Long-lived odd harmonics of a two-dimensional Fermi surface

1. Premises and conventions

A deformation of a circular Fermi line is a sum of angular harmonics e^(imθ). In two dimensions the even and odd harmonics relax at very different speeds (Gurzhi, Kalinenko and Kopeliovich 1995; Ledwith, Guo and Levitov 2019). We derive both rates for the conduction band of bilayer graphene. Temperature is in energy units in the formulas (k_B = 1), E_F = k_B T_F and t = T/T_F ≪ 1.

(a) The band is isotropic and parabolic, ε = p²/2m*, with g = 4 spin-valley flavours, density of states ν = g m*/(2πħ²) and v p_F = 2E_F; ξ = ε − E_F.
(b) The two-band spinor (1, −e^(2iθ))/√2 of the ungapped bilayer gives the overlap |1 + e^(2iΔθ)|²/4 = cos²Δθ for a particle deflected by Δθ.
(c) Two-body collisions conserve flavour, energy and momentum and obey the golden rule with the direct amplitude |M|² = w/ν², w dimensionless.
(d) The deformation is the same in all flavours, and Landau parameters are set to zero.

For two particles of the same flavour the true weight is |M(q) − M(q̃)|²/2, q̃ being the transfer with final states interchanged. It lies between 0 and |M(q)|² + |M(q̃)|², and relabelling the final states turns the latter into 2|M(q)|². All rates below are therefore correct, as far as antisymmetry goes, to a factor between (g − 1)/g = 3/4 and (g + 1)/g = 5/4.

2. Rates as a variational problem

Write n = f + (−∂f/∂ε) φ = f + f(1 − f) φ/T. For p1 + p2 → p1′ + p2′ with p1′ = p1 + q, p2′ = p2 − q, loss minus gain linearizes, by detailed balance, to Φ(φ1 + φ2 − φ1′ − φ2′)/T with Φ = f1 f2 (1 − f1′)(1 − f2′). Multiply the kinetic equation by φ1*, sum over p1 and flavours, and symmetrize over 1 ↔ 2 and initial ↔ final, which gives a factor 1/4:

Q[φ] = (2π/ħ)(g²/4T) ∫ d²p1 d²p2 d²q (2πħ)⁻⁶ |M|² Φ δ(ε1 + ε2 − ε1′ − ε2′) |B|²,
N[φ] = g ∫ d²p (2πħ)⁻² (−∂f/∂ε) |φ|²,   B = φ1′ + φ2′ − φ1 − φ2.   (1)

The collision operator is symmetric, non-negative and rotation invariant. Its decay rates are the stationary values of Q/N, and the slowest rate γ_m is the minimum of Q/N over φ = χ(ξ) e^(imθ). Any trial χ gives an upper bound. For χ ≈ 1, N = ν.

3. Kinematics

Introduce midpoint momenta k = p1 + q/2 and k′ = p2 − q/2, and D(k) = φ(k + q/2) − φ(k − q/2). Then p1, p1′ = k ∓ q/2 and p2, p2′ = k′ ± q/2, so

B = D(k) − D(k′).   (2)

With ω the energy gained by particle 1, δ(ε1 + ε2 − ε1′ − ε2′) = ∫dω δ(ω − k·q/m*) δ(ω − k′·q/m*). Both midpoints have the same component along q, κ = m*ω/q. The transverse component follows from the mean energy E = (ξ1 + ξ1′)/2:

k⊥² = p_F² + 2m*E − q²/4 − κ²,   (3)

and likewise k′⊥ from E′ = (ξ2 + ξ2′)/2. The factor Φ keeps E, E′ and ω of order T. For q ≫ T/v, κ is small and k⊥ ≈ ±k′⊥ ≈ ±p_F cos β, where q = 2p_F sin β and 2β is the deflection angle of each particle. Geometrically, a circle has just two chords equal to a given vector q. Three cases exhaust the possibilities.

Exchange: equal signs, k′ ≈ k, so p2 ≈ p1′ and p2′ ≈ p1. The particles swap momenta.
Head-on: opposite signs, k′ ≈ −k, so p2 ≈ −p1 and the pair rotates rigidly by 2β.
Forward: q ~ T/v. Now κ = p_F cos α with cos α = ω/vq, and k, k′ lie at angles +α and −α from q (equal angles give a negligible B). The angle 2α between the particles is arbitrary and each is barely deflected.

Parity enters through D(−k) = φ(−k + q/2) − φ(−k − q/2). For even m, φ(−p) = φ(p) and D(−k) = −D(k); for odd m, D(−k) = +D(k). With all momenta on the Fermi line, forward and exchange collisions give B = 0 for any angular function, and head-on collisions give B = 2D for even m and B = 0 for odd m. An odd deformation advances the Fermi line at p and retracts it equally at −p, so every head-on pair carries φ1 + φ2 = 0.

The measure is ∫d²k δ(ω − k·q/m*) = (m*/q) Σ± ∫ m* dE/|k⊥|. Each branch (equal or opposite signs) occurs twice, and d²q → 2π q dq because |B|² does not depend on the direction of q. Using g² m*²/(2πħ²)² = ν² and p_F²/m* = 2E_F,

γ = J/(8π g ħ T E_F),   J = Σ_branches ∫ (dq/q) ∫ dω dE dE′ [p_F²/|k⊥ k′⊥|] Φ w |B|².   (4)

For finite q, (dq/q) p_F²/k⊥² = dβ/(sin β cos β) with 0 < β < π/2. In the forward region q = ω/(v cos α) at fixed ω gives dq/q = tan α dα and k⊥ = p_F sin α, hence the same form dα/(sin α cos α). We call this measure dμ. It diverges logarithmically at both ends.

Energy integrals. Here Φ = f(E − ω/2)[1 − f(E + ω/2)] f(E′ + ω/2)[1 − f(E′ − ω/2)]. The E and E′ integrals give ω/(1 − e^(−ω/T)) and ω/(e^(ω/T) − 1), with product ω²/[4 sinh²(ω/2T)]. Then

∫Φ = 2π²T³/3,   ∫Φ ω² = ∫Φ (E − E′)² = 8π⁴T⁵/15.   (5)

The last equality holds because energy conservation gives E − E′ = ξ1 − ξ2′, which is −ω with 1′ and 2′ interchanged, and Φ is symmetric in 1′, 2′.

4. The amplitude

For q ≪ p_F the RPA polarization is Π = ν ∫(dθ/2π) cos θ/(cos θ − s − i0) = ν[1 + is/√(1 − s²)], s = ω/vq < 1; the interband part vanishes as q → 0. For q far below the Thomas-Fermi wavevector the screened interaction is 1/Π, and |Π|² = ν²/(1 − s²). With s = cos α and unit overlaps, w_F = sin²α in the forward region. At finite q we adopt a model: the static strong-screening value 1/ν at all q ≤ 2p_F, times one overlap factor per particle, w = cos⁴2β. It joins w_F at α → π/2, β → 0, and is symmetric about β = π/4.

5. Even harmonics

Take χ = 1. With q along x and θ measured from y towards x, the chord ends lie at θ = ±β, D = 2i sin mβ, and the head-on branch has |B|² = 16 sin²mβ. Equations (4) and (5) give

γ_m = (4π/3g) A_m T²/(ħE_F),   A_m = ∫dμ w sin²mβ.   (6)

For even m, sin mβ vanishes at both ends and the integral converges. With y = cos 2β, dμ = dy/(1 − y²), so A_2 = ∫y⁴ dy = 2/5 and A_4 = ∫4y⁶ dy = 8/7 over −1 < y < 1. For large m, sin² averages to 1/2 down to a distance 1/m from each end and A_m ≈ ln m. An order-one dependence of χ on ξ/T leaves B nonzero at β → 0 and costs ln(1/t), unless χ is linear in ξ, and the linear function decouples from the constant by ξ → −ξ symmetry. So (6) is an upper bound with relative corrections of order 1/ln(1/t).

6. Odd harmonics: the bracket to first order in T/E_F

For odd m, B starts at order t, and |B|² adds two powers of T. An energy dependence of χ of order t enters B at the same order and must be kept. Take χ = 1 + aξ/E_F.

At fixed q the ends p± = (κ ± q/2, k⊥) have ξ± = E ± ω/2 and angles ±β + δθ±, with δθ± = (cos β κ ∓ sin β δk⊥)/p_F. From (3), δk⊥ = E/(v cos β), and κ = ω/(2v sin β), so δθ± = [(ω/2) cot β ∓ E tan β]/2E_F. Inserting into D = Σ± ± e^(±imβ)[1 + im δθ± + aξ±/E_F],

D = 2i sin mβ + iG E/E_F + H ω/2E_F,
G(β) = 2a sin mβ − m tan β cos mβ,   H(β) = 2a cos mβ − m cot β sin mβ.   (7)

For odd m, H(π/2 − β) = ±G(β). In the exchange branch k′ shares κ with k, so B = iG(E − E′)/E_F. In the head-on branch D(k′) = D(−k′), and −k′ = (−κ, |k′⊥|) corresponds to −ω, so B = [iG(E − E′) + Hω]/E_F, whose modulus squared has no cross term. In the forward region D = q ∂φ/∂p_x = (q/p_F)(2a cos α − im sin α) e^(imα) with angles now counted from q; subtracting the value at −α and using q/p_F = ω/(2E_F cos α) gives B = iG(α) ω/E_F. The same function appears because 1′ ↔ 2′ maps forward onto exchange collisions with α = β. With (5),

γ_m ≤ (π³/15g) S(a) T⁴/(ħE_F³),
S = 2∫dμ w G² + ∫dμ w H² + ∫dμ w_F G².   (8)

For m = 1 and a = 1/2, G = H = 0. This is χ = p/p_F, the conserved momentum, so the slow decaying modes start at m = 3.

7. Fixing the energy dependence

At β → 0, G vanishes but H → 2a − m²; at β → π/2, H vanishes but G → ±(2a − m²). Unless a = m²/2, S diverges logarithmically in two corners where a head-on pair turns by a small angle, q → 0 and q → 2p_F. For a general correction χ = 1 + u(ξ), the brackets at β → 0 are u1′ + u2′ − u1 − u2 (exchange) and u1′ − u1 + u2 − u2′ − m²ω/E_F (head-on). The first vanishes for all allowed energies only if u is linear, and the second then requires slope m²/2E_F. As ln(1/t) → ∞ the minimum is thus reached at a = m²/2, and (8) becomes an equality with S = S0 ≡ S(m²/2), in which all integrals converge and the three regions do not overlap.

The approach is slow, and the correction can be sized within the linear family. Put 2a = m² − λ, so G = G0 − λ sin mβ, H = H0 − λ cos mβ, and

S = S0 − 2λS1 + λ²S2,   S_min = S0 − S1²/S2.   (9)

S2 holds the logarithms. In the corner q → 0, split at T/v ≪ q0 ≪ p_F. The head-on H term gives ln(2p_F/q0) + c_H and the forward term ln(vq0/|ω|) + c_F, together ln(4E_F/|ω|) + c_H + c_F. The corner q → 2p_F is the image of this one under 1′ ↔ 2′, which leaves |B|², Φ and the phase space unchanged. If w is constant across the corner, the two G terms give the same logarithm, and for the symmetric w their constants are c_H each. The average of ln(|ω|/T) with weight ω⁴/sinh²(ω/2T) is ψ(5) + ζ′(4)/ζ(4) = 1.442 (ψ the digamma function), a typical transfer of 4.23 T.

For m = 3, sin 3β = sin β(1 + 2y) and cos 3β = cos β(2y − 1) reduce (7) to G0 = 24 sin β cos²β and H0 = −24 cos β sin²β. Then:

S0 = 3·576 ∫y⁴(1 + y)dy/8 + 576 ∫sin³α cos³α dα = 86.4 + 48 = 134.4,
S1 = 3·6 ∫y⁴(1 + 2y)dy + 24 ∫sin³α cos α (3 − 4 sin²α) dα = 7.2 + 2 = 9.2,
c_H = −4/3,   c_F = −7/6,   S2 = 2⟨ln(4E_F/|ω|)⟩ + 3c_H + c_F = 2 ln(1/t) − 5.28.   (10)

For m = 5, G0 = 40 sin β cos²β (3 − 8 sin²β) and S0 = 2171.

Large m. Farther than 1/m from the ends, G0² and H0² average to m⁴/2. The three finite-q integrals have two logarithmic ends each and the forward integral one (w_F removes α → 0), so S0 ≈ (7/2) m⁴ ln m and S1 ≈ (7/2) m² ln m. In S2 the same seven stretches give (7/2) ln m, and the inner part of each corner, where the cosine does not yet oscillate, gives Λ = ln(1/m²t). To logarithmic accuracy

γ_m(odd) ≈ (π³/15g) m⁴ [(7/2) ln m · 2Λ/(2Λ + (7/2) ln m)] T⁴/(ħE_F³).   (11)

This is the law γ_odd ~ m⁴T⁴/T_F³ against γ_even ~ T²/T_F. Dividing (8) by (6) for a neighbouring even harmonic, γ_odd/γ_even = π²S t²/(20A), which for Λ ≫ ln m is (7π²/40)(m²t)² = 1.7 (m²t)². The factor m⁴ has a simple origin. At distance 1/m from a corner δθ ~ mt, so the phase mismatch m δθ is m²t. The expansion fails, and the two families merge, at m ~ √(T_F/T).

8. Trigonal warping

The cancellation for odd m needs the two chords equal to q to be inversion images. In bilayer graphene skew interlayer hopping adds −τ v3 p cos 3θ to the energy in valley τ = ±1 (with θ counted from a suitable lattice axis), and the Fermi line becomes p_F(1 + τη cos 3θ), η = v3/v. Work at order T², with momenta on this line, to first order in η.

Let a chord have ends at θ± = θc ± β + δ± and put h± = cos 3(θc ± β). Keeping q fixed in valley τ = 1 requires (ηh+ + iδ+)e^(iβ) = (ηh− + iδ−)e^(−iβ), so δ+ = η(h+ cos 2β − h−)/sin 2β and δ− = η(h+ − h− cos 2β)/sin 2β. The change of D is X = im(δ+ e^(imθ+) − δ− e^(imθ−)). It reverses sign on the opposite chord and in the other valley. Hence B = 2X in the head-on branch for partners in the same valley and in the exchange branch for partners in the other valley, which together weigh as much as the single branch in (6). The mode may add valley-odd even harmonics τηb e^(i(m+σ)θ), σ = ±3, which transform in the same way. The component of B along e^(i(m+σ)θc) is

B_σ = 2iη {m[cos 2β cos(m + σ)β − cos(m − σ)β]/sin 2β + 2b sin(m + σ)β}.   (12)

For m = 1, b = 1/2 cancels it, as momentum conservation demands. For m = 3, σ = 3 it equals iη sin 2β [4b(4y² − 1) − 6(4y² + 1)], and minimizing ∫dμ w|B|² over b gives 1.56 η² times the value 32/5 that belongs to γ_2. For σ = −3 it is 12iη sin 4β, and b drops out. This component cancels against that of m = −3 in cos 3θ and adds in sin 3θ, where it contributes (360/7)η²γ_2. Thus

γ(cos 3θ) = 1.56 η² γ_2,   γ(sin 3θ) = 53.0 η² γ_2.   (13)

These are diagonal elements in the space of odd modes; admixing cos 9θ lowers the first by about a third. They add to (8), since cross terms are odd in the energies, and they scale as T², so they dominate at low temperature. The two-chord geometry needs a convex line, which at first order means η < 1/8.

9. Range of validity

The T⁴ law needs t ≪ 1, 3 ≤ m ≪ √(T_F/T) and a convex, inversion-symmetric Fermi line. It refers to the slowest energy profile of a flavour-symmetric deformation. Other profiles, and spin- or valley-antisymmetric odd modes, for which partners of opposite sign give B = 2D, relax at order T². The coefficient S0 is exact within the model only up to relative terms 1/ln(1/m²t); (9) captures the part due to a linear u, and a nonlinear u can only lower the rate further. An isotropic nonparabolic band changes nothing at this order if m* = p_F/v and E_F means v p_F/2, because the geometry involves only p − p_F = ξ/v. Landau interactions multiply each rate by 1 + F_m, where ν times the flavour-symmetric interaction function is Σ F_m e^(imθ). Impurities, phonons and edges relax both parities alike and are not included.

10. Illustration

Take typical inputs m* = 0.033 m_e, n = 1.0 × 10¹² cm⁻², and T = 5 K. Then k_F = √(πn) = 0.177 nm⁻¹, E_F = 36.3 meV, T_F = 421 K, v = 6.22 × 10⁵ m/s, t = 0.0119 and √(T_F/T) = 9.2. The band is near parabolic, E_F being 0.09 of the interlayer hopping γ1 ≈ 0.39 eV.

Equation (6) gives γ_2 = 3.3 × 10⁹ s⁻¹ and v/γ_2 = 0.19 mm. For m = 3, ln(1/t) = 4.43, S2 = 3.59, λ = S1/S2 = 2.6 and S_min = 111, which is 18 per cent below S0. The ratio γ_3/γ_2 = π²S t²/8 is 0.023 with S0 and 0.019 with S_min, the latter meaning γ_3 = 6 × 10⁷ s⁻¹. The expansion parameter at the typical transfer, m²(4.23 t)/2, is 0.23, so one figure is justified: in the isotropic model the third harmonic decays at about 0.02 of the rate of the second. The absolute rates carry the factor 3/4 to 5/4 of section 1 and are overestimated at large q. With dielectric constant κ_d ≈ 4, q_TF = g m*/(κ_d m_e a0) = 0.62 nm⁻¹, and the factor (1 + q/q_TF)⁻² omitted from w falls to 0.41 at q = 2k_F.

These numbers are the model's, and real bilayer graphene departs from them by more than 30 per cent, towards faster odd relaxation. With a typical v3 ≈ 1.0 × 10⁵ m/s, η = 0.16, and (13) gives 0.040 γ_2 for cos 3θ, as large as the T⁴ term or larger, and 1.4 γ_2 for sin 3θ. Since η exceeds 1/8 the second value lies outside perturbation theory and shows only that this mode loses its protection. In addition, disorder- and phonon-limited mean free paths in encapsulated devices are typically of order 1 to 10 µm, far below v/γ_2 at 5 K. Raising T to 50 K brings the model's v/γ_2 down to 1.9 µm, but then m²t = 1.1 for m = 3 and the odd-even hierarchy has closed.